**Question**

I'm comparing two crystal structures of the same metals: fcc with twelve nearest neighbours, and simple cubic with only six. A positive energy difference means that fcc is lower.

Period 6 metals in the fcc (1) and simple cubic (2) structures, calculated with Ansatz 0.2.0 using LDA, scalar-relativistic PAW datasets made for PBE, a 420 eV plane-wave cutoff and no spin polarisation. Volumes are per atom, from Birch-Murnaghan fits; energies are extrapolated to zero smearing from Fermi-Dirac smearing of 0.1 eV. The k mesh column refers to simple cubic.

```csv
element,distinct k-meshes among the runs behind the row,Z,valence electrons,k mesh,"energy of structure 2 less structure 1, LDA (meV/atom)","volume of structure 1, LDA (Å³)","volume of structure 2, LDA (Å³)","volume of structure 2, LDA over volume of structure 1, LDA, less one (%)"
Cs,8x8x8 / 9x9x9,55,1,8×8×8,105,96.21,107.56,11.8
Ba,10x10x10,56,2,10×10×10,269,53.26,51.06,-4.1
Lu,12x12x12 / 13x13x13,71,3,12×12×12,844,25.50,28.38,11.3
Hf,13x13x13 / 14x14x14,72,4,13×13×13,971,20.73,22.55,8.8
Ta,13x13x13 / 15x15x15,73,5,13×13×13,837,17.75,19.28,8.6
W,14x14x14 / 15x15x15,74,6,14×14×14,990,15.65,17.39,11.1
Re,14x14x14 / 16x16x16,75,7,14×14×14,1367,14.38,16.33,13.5
Os,14x14x14 / 16x16x16,76,8,14×14×14,1489,13.75,15.96,16.1
Bi,11x11x11 / 13x13x13,83,5,11×11×11,-127,29.53,32.70,10.7
```

1. How much does simple cubic cost?
2. It has half the neighbours, so why is it only about a tenth roomier in most rows?
3. Ta and Bi both have five valence electrons. Why do they disagree about the better structure?
4. Would Bi still choose simple cubic if I held it at the fcc volume?
5. Why does the cost dip at Ta, and can d-band filling predict it?
6. Which digits can I trust?

**Answer**

**1. The cost.** Remember about 0.1 eV per atom for Cs, and 0.8 to 1.5 eV for the d metals from Lu to Os. One electronvolt per atom is roughly 100 kJ/mol, far above thermal energy at room temperature. Ba lies between these groups, at about 0.3 eV. Bi alone reverses the order: its simple cubic form is lower by 127 meV.

**2. The volume.** Fewer neighbours make shorter bonds, because the same valence electrons serve fewer contacts. If $d$ is the nearest-neighbour distance, an atom occupies $d^3/\sqrt{2}$ in fcc and $d^3$ in simple cubic. At unchanged distance, simple cubic would therefore be 41 % roomier. If the distance shrinks by a factor $r$, the volume ratio becomes

$$\frac{V_{\mathrm{sc}}}{V_{\mathrm{fcc}}}=\sqrt{2}\,r^3 .$$

A least-squares fit of one common ratio to the six d metals gives $r=0.923$, hence a volume ratio of 1.11. The ratio is only an average: Os, the worst case in the fit, expands by 16 %. Bi took no part in that fit, so it is a fair trial. Its fcc volume of 29.53 Å³ times 1.11 gives 32.8 Å³, against 32.70 Å³ in the full calculation.

Ba breaks the rule. Its bonds shorten by 12 %, enough to make the simple cubic crystal smaller than the fcc one, yet fcc remains lower in energy. A shift of electrons from s to d states could pull the atoms together, but that is an untested guess.

**3. Ta against Bi.** What matters is which shell holds the electrons. In a d metal, bonding comes from a broad band shared with all neighbours. In the simplest band picture its width grows as the square root of their number, so halving the neighbours at fixed distance leaves about 70 % of the width. Shorter bonds win part of this back until repulsion stops them. Since d bonding is worth several electronvolts per atom, a net loss of the order of 1 eV is reasonable.

Bi has a filled s shell and three p electrons, one for each p orbital. These orbitals point along three perpendicular axes, exactly where simple cubic places its six neighbours. In fcc the neighbours lie between the axes. This standard bonding argument fits the reversed sign, and it also fits the real crystal of Bi, which is a distorted simple cubic structure with three shorter and three longer bonds.

For a neighbouring element, then, ask first whether its open shell favours many shared bonds or a few directed ones. The expansion won't tell you: W and Bi both expand by about 11 %, but they prefer opposite structures.

**4. Bi at the fcc volume.** Yes, but with about half the advantage. The pressures calculated for slightly squeezed and stretched simple cubic Bi give its bulk modulus, the resistance to compression. Birch's equation, with the usual pressure derivative of 4, then puts the cost of squeezing it to the fcc volume at about 66 meV. That leaves simple cubic lower by about 61 meV, so its preference doesn't depend on having more room.

This estimate can be tested on the calculated energies at 12 % compression. It reproduces the energy rise within 8 % of the calculated value for every metal except Cs, where it is 17 % too low.

**5. The dip at Ta.** It doesn't look like a weakening of the bonds. From Hf to Ta the bulk modulus of simple cubic rises from about 90 to 164 GPa, while its cost relative to fcc falls by 134 meV. An energy difference has two ends, and here the fcc end deserves suspicion.

Ta and W are bcc metals. With their d bands near half filling, bcc places most of the occupied states below a deep valley in the density of states, and fcc lacks this advantage. As rough recalled values, fcc lies 0.25 eV above bcc in Ta and 0.5 eV in W. Simple cubic is then about 1.1 eV above bcc in Ta and 1.5 eV in W. Ta no longer falls below the 0.97 eV of Hf, although Hf is still measured from fcc and not from its own hcp ground state.

The description of the atoms also changes at this point: the 4f electrons are treated as valence electrons in Hf but as core electrons in Ta. How much this adds to the dip is untested.

The simplest band-filling model is a poor predictor here. Friedel's model makes d bonding proportional to $n(10-n)$, where $n$ is the number of d electrons, so it peaks at half filling. I assumed one s electron per atom and fitted the scale to the six d metals. The typical error was 266 meV, no better than using their average cost, and Os came out 0.46 eV too low. The parabola assumes that the states are spread evenly over the band. The real cost also depends on where they bunch together in each structure, and on how far shorter bonds can make up for the lost neighbours.

**6. The digits.** For the d metals, read the energy differences to about a tenth of an electronvolt and treat the next digit with caution. Removing the effect of electronic smearing shifts the simple cubic energies by 10 to 32 meV. Part of this should cancel against fcc, but in Cs the shift is 20 meV out of a difference of only 105 meV. The volume of simple cubic Cs also moves by about 2 % with the way smearing is removed. In every row but Ba, the two structures were calculated on different k-meshes, so single millielectronvolts deserve no interpretation. The PAW datasets were also made for PBE but are used here with LDA, and the error from that mismatch was not measured.

For simple cubic Bi the smearing shift is only 10 meV, too small by itself to change the sign. A probably larger uncertainty is spin-orbit coupling, which is strong in the 6p shell and is left out of these energies. Does it shrink the 127 meV advantage of simple cubic, or enlarge it? Repeating both Bi structures with spin-orbit coupling would decide.
